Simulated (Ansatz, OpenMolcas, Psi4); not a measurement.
# How methods differ on CH4BFOSi (SMILES O=CB[SiH2]F)

The species is CH4BFOSi (9 atoms), meant as a singlet with charge 0. As SMILES, `O=CB[SiH2]F`. Geometry: relaxed at PBE0-D4/def2-TZVP. This is one conformer, not always the lowest.

```csv
atom,x (Å),y (Å),z (Å)
O,-0.7895,0.7804,1.7038
C,-0.1283,1.4421,0.9104
B,0.6281,0.1887,0.4958
Si,-0.0772,-1.0076,-0.9450
F,-1.3608,-0.3492,-1.6597
H,-0.2624,2.5250,0.7785
H,1.6087,-0.0849,1.1217
H,0.9640,-1.2026,-1.9919
H,-0.4942,-2.3381,-0.4309
```

Each level gives the energy change with the Si4–F5 bond stretched from 1.610 to 1.851 Å (eV). The values are calculated.

```csv
level,kind,program,value (eV),CPU time (all runs)
HF/def2-SVP (restricted),Hartree–Fock,Ansatz,0.64,7.4 s
B3LYP/def2-SVP (restricted),global hybrid,Ansatz,0.48,16 s
BHLYP/def2-SVP (restricted),global hybrid,OpenMolcas,0.60,59 s
M06-2X/def2-SVP (restricted),hybrid meta-GGA,OpenMolcas,0.57,78 s
r2SCAN0/def2-SVP (restricted),hybrid meta-GGA,Ansatz,0.57,34 s
CAM-B3LYP/def2-SVP (restricted),range-separated hybrid,Ansatz,0.55,24 s
wB97M-V/def2-SVP (restricted),range-separated hybrid,Ansatz,0.52,2.9 min
DSD-PBEP86/def2-SVP (density fitting for correlation) (restricted),double hybrid,Psi4,0.51,34 s
```

The first shape isn't each level's own minimum. The values span 0.48 to 0.64 eV. CPU times are rough (shared hosts, several kinds of processor and program).

Stretching the Si–F bond costs energy at every level, but Hartree–Fock makes it stiffest (0.64 eV) and B3LYP softest (0.48 eV). The cost reflects a strong, very polar bond: fluorine's electronegativity puts much of the bonding density on the halogen, and lengthening the bond gives up both electrostatic attraction and covalent overlap. Hartree–Fock probably lies highest because it lacks the dynamic correlation that increasingly stabilises the pair as the bond lengthens.

The share of exact exchange alone doesn't order the results. BHLYP does lie above B3LYP, but r2SCAN0 matches M06-2X at 0.57 eV with much less of it, and the double hybrid, despite its large share, falls to 0.51 eV.

In the relaxed structure the formyl oxygen leans over the nearly planar boron centre, which suggests lone-pair donation into boron's empty p orbital. The Si–F stretch hardly tests that contact, so the spread says little about how well these methods describe it.
